# How hard does stretched silicon carbide pull back?

## The question

Near its equilibrium volume, cubic silicon carbide changes its pressure by roughly 2 GPa for each percent of volume. Squeezing it by 6 % costs about 0.03 eV per atom, very little beside the several electronvolts that hold each atom in the crystal. What pressure and what energy belong to a crystal stretched by the same 6 %?

Ansatz 0.2.0, scalar-relativistic r2SCAN with PAW and plane waves, without spin polarization: cubic SiC, two-atom cell at fixed atoms, cutoff 500 eV, 10×10×10 k mesh, Gaussian smearing of 0.02 eV. Energies are taken at zero smearing, relative to the elements' standard crystals in the same functional; pressure is positive in compression.

```csv
volume (Å³/atom),shortest distance (Å),energy over elements (eV/atom),pressure (GPa)
9.714,1.848,-0.270,15.840
10.024,1.867,-0.293,7.340
10.334,1.886,-0.299,0.000
10.502,1.896,-0.298,-3.540
10.644,1.905,-0.293,-6.350
10.954,1.923,?,?
```

The shortest distance is the Si–C bond length. The energy over elements compares the compound with solid silicon and carbon, so a negative value means that the compound is more stable. A negative pressure means that the crystal pulls inward and must be held open from outside.

## What the known rows show

The pressure vanishes at 10.334 Å³/atom, where the energy is also lowest among the known rows. Three percent less volume gives 7.34 GPa, while three percent more gives only −6.35 GPa. The crystal resists squeezing more than stretching.

The bulk modulus, the pressure change per relative change of volume, puts this into one number. Averaged over each step between neighbouring rows, it falls from 271 GPa on the compressed side to 209 GPa on the stretched side. It falls at every step, so a forecast has to continue the softening.

The row at 10.502 Å³/atom uses a cell taken from another level of theory, but its energy and pressure come from the same r2SCAN functional as the others. It therefore belongs on the same curve. It also carries a practical warning: a volume only 1.6 % too large for the functional in use appears as 3.5 GPa of tension.

## Why the crystal softens

In this structure every atom has four neighbours at the same distance, and a uniform change of volume keeps all bond angles fixed. One length therefore describes the whole deformation. When the bond is shortened, the electron clouds of the two atoms are pushed into each other, and the repulsion rises steeply. When it is lengthened, this repulsion fades faster than the attraction, and the restoring force grows ever more slowly. This cause is argued, not shown: the table shows the softening but doesn't separate repulsion from attraction.

A simple energy curve with this shape is

$$E=-D(1+a)e^{-a},\qquad a=s(L-1).$$

Here $L$ is the bond length divided by its stress-free value, $D$ sets the depth of the curve and $s$ says how quickly the bond softens. The slope of $E$ with respect to $L$ is proportional to $(L-1)e^{-a}$: a spring force multiplied by a fading factor. Since the volume grows as $L^3$, a small change of $L$ changes it in proportion to $L^2$. Dividing the one by the other gives the pressure,

$$P=3B\,\frac{1-L}{L^2}\,e^{s(1-L)},$$

known as the Vinet equation, with $B$ the bulk modulus at zero pressure.

## The forecast, worked in full

With the stress-free volume taken from the table, $B$ and $s$ were fitted to the five known pressures. The fit gives $3B=681.9$ GPa, hence $B\approx227$ GPa, and $s=4.312$. These constants describe this range of volumes and are not a measurement of the bond's depth.

For the withheld row the volume ratio is $10.954/10.334=1.060$, and its cube root is $L=1.01961$. Then $(1-L)/L^2=-0.01886$, and the fading factor is $e^{-4.312\times0.01961}=0.919$. The product is

$$P=681.9\times(-0.01886)\times0.919\approx-11.82\ \text{GPa}.$$

The Birch–Murnaghan equation, a different form with two constants fitted to the same rows, gives −11.83 GPa, so the choice of formula hardly matters here. The forecast below quotes this second value; the difference between the two is far smaller than the error bar.

The energy follows by adding up the work done against the Vinet pressure over the whole stretch, which comes to 24 meV/atom. The known energies serve only to set the zero. The same sum can be tested on the compressed side: for 6 % compression it gives 29.16 meV/atom, against 29.15 from the total energies of the same calculations. Stresses and energies therefore fit together, which tests the numerical consistency of the calculation but not its agreement with nature.

The forecasts are:

- **Pressure:** about −11.83 GPa, with an error bar of ±0.10 GPa. It is more negative than at 10.644 Å³/atom, but the resistance per relative volume change is weaker than in every earlier step.
- **Energy over elements:** about −0.2755 eV/atom, with an error bar of ±0.0010 eV/atom. It is higher than at 10.644 Å³/atom, yet lower than at 6 % compression.

The error bars are judgements. They allow for rounding, for the choice of formula, and for small errors that arise when the volume changes while the plane-wave cutoff stays fixed.

## The computed values

The withheld rows as computed:

```csv
volume (Å³/atom),shortest distance (Å),energy over elements (eV/atom),pressure (GPa)
10.954,1.923,-0.276,-11.820
```

Both values fall inside their error bars. The computed pressure is −11.82 GPa, only 0.01 GPa from the forecast. The energy is −0.276 eV/atom, about half a millielectronvolt below the forecast. Rounding in the table accounts for this: the unrounded total energies give a cost of 24.00 meV/atom for the stretch, against 23.99 in the forecast.

The expected softening is there too. Over the last step the mean bulk modulus is 191 GPa, below the 209 GPa of the step before. The forecast succeeded because the stretched crystal continues the smooth curve of the known rows, and two constants are enough to describe its bend.

## Where a simpler picture fails

Suppose the bond were a spring of constant stiffness, which means $s=0$. Fitted to the same five rows, it predicts −13.65 GPa for the withheld one, too strong a pull by 1.83 GPa or about 15 % of the computed value. Its single stiffness is a compromise between the hard compressed side and the soft stretched side.

The reason can be read from the formula. At zero pressure the bulk modulus rises with pressure at the rate $1+2s/3$. A constant spring gives 1, which comes from geometry alone, while the fit gives 3.9. Most of the softening thus lies in the bond's fading force, which a constant spring leaves out.

## What carries over

Diamond and silicon have the same network, with four bonds at every atom. Diamond's shorter, stronger bonds make it stiffer than silicon carbide, and silicon's longer, weaker ones make it softer. In both, the curve is expected to bend the same way, since repulsion should again fade faster than attraction as the bonds lengthen.

The pull of nearly 12 GPa is not a breaking strength. The pull is still growing over the last step, so the table does not show the most that even a perfect lattice could bear. The two-atom cell also leaves no room for a crack to open. The output printed after the text gives the fits and the step-by-step values.

Output of the analysis:

```
fit of pressure on 5 rows: coefficient of spring*exp(s*(1 - L)) 681.9 +/- 0.3, s 4.312; rms 0.00646, worst 10.502 -0.0123, leave-one-out rms 0.0151
  rows outside the fit (model, value, miss): 10.954 -11.82, -11.82, 0.000236
fit of pressure on 5 rows: coefficient of spring 723.7 +/- 17; rms 0.393, worst 10.644 -0.675, leave-one-out rms 0.708
  rows outside the fit (model, value, miss): 10.954 -13.65, -11.82, -1.83
fit of pressure on 5 rows: coefficient of g1 340.9 +/- 0.24, coefficient of g2 -36.95 +/- 6.6; rms 0.00606, worst 10.502 -0.0123, leave-one-out rms 0.0114
  rows outside the fit (model, value, miss): 10.954 -11.83, -11.82, -0.013
Bulk modulus at zero pressure from the Vinet fit, GPa: 227.3
Pressure derivative of the bulk modulus from the Vinet fit: 3.875
Chosen error bar of the pressure forecast, GPa: 0.1
Steps along the curve (last row uses the withheld result):
     row  volume change in %  mean bulk modulus over the step from the row above in GPa  model energy cost in meV/atom
   9.714                  -6                                                        n/a                          29.16
  10.024                  -3                                                      270.6                           6.93
  10.334                   0                                                        241                              0
  10.502               1.626                                                      219.5                          1.887
  10.644                   3                                                      209.2                          6.286
  10.954                   6                                                      190.6                          23.99
Computed energy cost of 6 % compression, meV/atom: 29.15
Computed energy cost of 3 % expansion, meV/atom: 6.294
Forecast energy over elements at the withheld volume, eV/atom: -0.2755
Chosen error bar of the energy forecast, eV/atom: 0.001
Computed energy over elements at the withheld volume, eV/atom: -0.276
Energy miss, forecast less computed, meV/atom: 0.5351
Forecast mean bulk modulus over the last step, GPa: 190.5
```
